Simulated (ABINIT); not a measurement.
# Convergence of LDA zone-centre phonons with the k mesh for zinc-blende MgS and hexagonal Si (ABINIT, PseudoDojo)

The highest zone-centre phonon frequency of zinc-blende MgS and of four-atom hexagonal Si is calculated by linear response in the LDA on successively denser k meshes, with the geometry held fixed. Each frequency change is measured against the densest mesh of the same crystal, so it describes sampling error alone and not the distance from experiment. Zone-centre frequencies enter Raman and infrared assignments, and together with ε∞ and the Born charges they fix the splitting of longitudinal and transverse modes in polar materials. The question is how dense a mesh each quantity needs, and what that mesh costs in processor time.

## Systems and settings

Each crystal was relaxed once and then held fixed while the k mesh alone was changed. Program: ABINIT 10.8.3, plane waves, LDA, scalar-relativistic, no spin-orbit coupling, no spin. Crystals and potentials: MgS (zinc-blende), PseudoDojo; Si (P6_3/mmc, 4 atoms), PseudoDojo. Cutoffs 327 to 1034 eV. Occupations: fixed. Modes by linear response at one wavevector. Times are rough, from shared Arm server processors. The tabled runs alone: cutoff 327 to 1034 eV, k length 6 to 49 Å. The same in all rows: wavevector of the run, in fractions of the reciprocal vectors: (0, 0, 0).

Notes on method and selection:

- The reference is the finest run of each crystal, which need not be fully converged.
- Published potential sets: PseudoDojo (norm-conserving).
- The coarsest settings were run to show the error; the highest mode is taken by rank and may there belong to another branch.
- Without the sum rule a spurious force shifts the squares of all zone-centre frequencies by about the square of the acoustic residue (exactly so for like masses); where the residue is large, it makes much or all of the change.
- Runs that did not converge, have known faults or may not be shown are not listed, and runs on Ansatz's PAW sets soft_1 and soft_2 are kept to separate tables.

Columns:

- k-mesh length (Å): k-mesh length, the least over the axes of divisions times cell-vector length.
- acoustic residue (cm⁻¹): acoustic residue: the largest of the three acoustic values at the zone centre, which should vanish; negative is imaginary.
- ε∞: electronic dielectric constant ε∞, a third of the trace.
- frequency change (%): change of the highest mode at the wavevector against the run at the densest mesh of the same crystal.
- highest mode (cm⁻¹): highest mode at the wavevector, as the response program prints it (no sum rule, no LO-TO term).
- pressure (GPa): pressure of the ground-state run, compression positive.
- cost (core-s): processor time, shared machines, rough.

Input lines of one member:

```
ndtset 2
# common to the responses
getwfk_filepath "gso_WFK"
kptopt 2
nqpt 1
qpt 0.0 0.0 0.0
asr 0
chneut 0
# d/dk
rfelfd1 2
rfdir1 1 1 1
iscf1 -3
tolwfr1 1.0d-20
# displacements, field
rfphon2 1
```

Command (options for logging and memory left out): `OMP_NUM_THREADS=1 mpirun -n 4 abinit dfpt_gamma.abi > dfpt_gamma.log`

## Numbers

| member | crystal and potentials | k-mesh length (Å) | acoustic residue (cm⁻¹) | ε∞ | frequency change (%) | highest mode (cm⁻¹) | pressure (GPa) | cost (core-s) | remark |
| --- | --- | --- | --- | --- | --- | --- | --- | --- | --- |
| k 2×2×2 | MgS (zinc-blende), PseudoDojo | 7.9 | 4.5 | 9.886 | −0.746 | 340.8 | 3.09 | 70 |  |
| k 4×4×4 | MgS (zinc-blende), PseudoDojo | 15.8 | 4.5 | 4.705 | −0.017 | 343.3 | −0.31 | 220 |  |
| k 6×6×6 | MgS (zinc-blende), PseudoDojo | 23.7 | 4.5 | 4.269 | 0.000 | 343.3 | −0.42 | 630 |  |
| k 8×8×8 | MgS (zinc-blende), PseudoDojo | 31.7 | 4.5 | 4.213 | 0.000 | 343.3 | −0.43 | 1400 |  |
| k 12×12×12 | MgS (zinc-blende), PseudoDojo | 47.5 | 4.5 | 4.203 | 0.000 | 343.3 | −0.43 | 4600 | from the Materials Project, whose computed structures hold known and hypothetical phases; not the structure at ambient conditions |
| k 2×2×1 | Si (P6_3/mmc, 4 atoms), PseudoDojo | 6.3 | 0.2 | 35.043 | 15.428 | 586.9 | 2.64 | 20 |  |
| k 4×4×3 | Si (P6_3/mmc, 4 atoms), PseudoDojo | 15.2 | ? | ? | ? | ? | ? | 74 |  |
| k 6×6×4 | Si (P6_3/mmc, 4 atoms), PseudoDojo | 22.8 | 0.3 | 15.148 | 0.305 | 510.0 | −0.04 | 170 |  |
| k 8×8×5 | Si (P6_3/mmc, 4 atoms), PseudoDojo | 30.4 | 0.2 | 14.055 | 0.049 | 508.7 | −0.08 | 340 |  |
| k 9×9×6 | Si (P6_3/mmc, 4 atoms), PseudoDojo | 34.2 | 0.2 | 13.712 | 0.006 | 508.4 | −0.09 | 500 |  |
| k 13×13×9 | Si (P6_3/mmc, 4 atoms), PseudoDojo | 49.4 | 0.2 | 13.328 | 0.000 | 508.4 | −0.10 | 1500 | from the Materials Project, whose computed structures hold known and hypothetical phases |

Cells marked ? are withheld until the estimate has been made.

## The trend and its physics

The two crystals approach their reference from opposite sides. The highest mode of MgS starts 0.746 % too low at 7.9 Å and is within 0.017 % at 15.8 Å. That of Si starts 15.428 % too high at 6.3 Å, is still 0.305 % high at 22.8 Å and falls to 0.049 % at 30.4 Å.

In a crystal with a gap the integrand over the Brillouin zone is smooth and periodic, and the error of a uniform mesh should fall roughly exponentially with the k-mesh length. The rate is ln(0.746 / 0.017) / (15.8 − 7.9) = 0.48 per Å for MgS and ln(0.305 / 0.049) / (30.4 − 22.8) = 0.24 per Å for Si. Theory expects the faster decay for the wider gap and more localised electrons of MgS.

The coarsest Si run is wrong in kind as well as in size. A degenerate optical pair is imaginary there, and the mode that ranks highest may belong to another branch. The acoustic residue gives no warning: it is 0.2 cm⁻¹ at both the coarsest and the densest mesh. In MgS it stays at 4.5 cm⁻¹ throughout, so its source is not the k mesh.

The dielectric constant converges much later. At 15.8 Å that of MgS is still 4.705 / 4.203 = 1.12 times its reference, although the frequency has settled. The field response weights small direct gaps more heavily, which makes its integrand more sharply peaked. For Si, ε∞ still falls from 13.712 to 13.328 between the last two meshes, so its reference may not be converged.

A frequency within 0.1 % of the reference is reached at about 220 core-s for MgS (4×4×4) and 340 core-s for Si (8×8×5). The densest meshes take 4600 and 1500 core-s, an expense that these frequencies don't call for and that only ε∞ could justify.

## Blind estimate

Plain estimates from the members shown:

- k 4×4×3 (Si (P6_3/mmc, 4 atoms), PseudoDojo), straight-line interpolation between k 2×2×1 and k 6×6×4: w = (15.2 − 6.3) / (22.8 − 6.3) = 0.539, so 15.428 + 0.539 × (0.305 − 15.428) = 7.271 %

The straight-line value of 7.271 % is too high for an error that decays exponentially, because a chord lies above a convex curve. Interpolating the logarithm of the change between the same two neighbours is the better route.

The decay rate between 6.3 and 22.8 Å is ln(15.428 / 0.305) / (22.8 − 6.3) = 0.238 per Å. At 15.2 Å this gives 15.428 × exp(−0.238 × 8.9) = 1.9 %.

The route can be tried on the 6×6×4 mesh. Interpolation between 6.3 and 30.4 Å has a rate of ln(15.428 / 0.049) / (30.4 − 6.3) = 0.239 per Å and gives 0.30 % at 22.8 Å, against 0.305 % in the table. Such close agreement probably flatters the method, since the coarsest run has an unstable optical pair and its highest mode may have changed branch.

A more cautious error bar comes from changing the far end point. With 34.2 Å in place of 22.8 Å the rate is ln(15.428 / 0.006) / (34.2 − 6.3) = 0.281 per Å, and the estimate drops to 15.428 × exp(−0.281 × 8.9) = 1.3 %. The difference of 0.6 is taken as one standard deviation. No further shift is applied, because the acoustic residue of the neighbouring Si runs is far too small to matter at this level.

**Committed estimate, k 4×4×3 (Si (P6_3/mmc, 4 atoms), PseudoDojo): frequency change = 1.9 ± 0.6 %.**

## How the estimate fared

| member | crystal and potentials | k-mesh length (Å) | acoustic residue (cm⁻¹) | ε∞ | frequency change (%) | highest mode (cm⁻¹) | pressure (GPa) | cost (core-s) |
| --- | --- | --- | --- | --- | --- | --- | --- | --- |
| k 4×4×3 | Si (P6_3/mmc, 4 atoms), PseudoDojo | 15.2 | 0.2 | 19.425 | 1.721 | 517.2 | 0.35 | 74 |

| member | estimate | frequency change (%) | computed | estimate − computed | miss in error bars |
| --- | --- | --- | --- | --- | --- |
| k 4×4×3 (Si (P6_3/mmc, 4 atoms), PseudoDojo) | committed | 1.900 | 1.721 | +0.179 | 0.3 |
| k 4×4×3 (Si (P6_3/mmc, 4 atoms), PseudoDojo) | interpolation | 7.271 | 1.721 | +5.550 |  |

The estimate of 1.9 ± 0.6 % lies 0.179 percentage points above the computed 1.721 %, well inside its error bar. Straight-line interpolation misses by 5.550 percentage points.

Interpolating the logarithm held up. The decay rate is ln(15.428 / 1.721) / 8.9 = 0.246 per Å below the new member and ln(1.721 / 0.305) / 7.6 = 0.228 per Å above it, nearly constant, as expected for a smooth periodic integrand.

The alternative end point at 34.2 Å was a bad choice. Its change of 0.006 % compares a degenerate pair with the single mode that ranks highest at the densest mesh. Followed as one branch, the pair has moved further than that, so the rate of 0.281 per Å was too high and the resulting 1.3 % too low. The same switch makes the 0.049 % at 30.4 Å too small, and with it the earlier Si rate of 0.24 per Å between 22.8 and 30.4 Å too high. The close agreement in the trial on 6×6×4, which used that value, was therefore partly accidental.

## Outliers

Si at 2×2×1 stands far apart, with its highest mode 586.9 − 508.4 = 78.5 cm⁻¹ too high. One division along the hexagonal axis and two in the plane sample the bands too sparsely to give sound force constants. The error doesn't stiffen the whole spectrum, since one optical pair is imaginary at this mesh. The dielectric constant is 35.043 / 13.328 = 2.63 times its reference, and the Born charges are far from neutrality.

MgS at 2×2×2 is the largest departure in its own series, but its frequency is only 343.3 − 340.8 = 2.5 cm⁻¹ too low. Its ε∞ is nevertheless 9.886 / 4.203 = 2.35 times the reference, so a nearly correct frequency is no sign of a usable field response. The acoustic residue can't explain the shift: it is 4.5 cm⁻¹ at every mesh and changes the highest mode by only about 4.5² / (2 × 343.3) = 0.03 cm⁻¹.

## What the accuracy costs

For Si, going from 74 to 170 core-s lowers the frequency change from 1.721 to 0.305 %, and 340 core-s brings the highest mode within 0.3 cm⁻¹ of the reference value. For MgS, 220 core-s already settles the frequency to 0.017 %.

The dielectric constant sets the larger bill. In MgS it is 4.269 / 4.203 = 1.016 times the reference at 630 core-s and 4.213 / 4.203 = 1.002 times at 1400 core-s. The 4600 core-s of the densest mesh change it by only 0.010 more. In Si it is still 13.712 / 13.328 = 1.029 times the reference at 500 core-s.

## Rules of thumb and their limits

Between 6.3 and 22.8 Å the error of the highest Si mode falls nearly exponentially, and logarithmic interpolation recovered the withheld member to about a tenth of its value. For changes of about 0.05 % or less, modes must be matched by branch and not by rank. The softest optical pair of Si converges more slowly in relative terms than the highest mode, so it needs its own check.

For an error under 1 % in the highest Si mode, the rate of 0.228 per Å asks for 15.2 + ln(1.721 / 1) / 0.228 = 17.6 Å. A 5×5×3 mesh, with a length of 3 × 6.3 = 18.9 Å, should meet this.

The omitted LO-TO term would raise the longitudinal mode of MgS, a polar crystal, by far more than the 2.5 cm⁻¹ spread of its series. That correction depends on ε∞ and the Born charges, so it needs a denser mesh than the tabulated frequency does.

[Logs are printed without paths, hosts, clocks, repeated set-up lines and the standing remarks that a program may print on its own settings, such as how far it seeks lower states.]
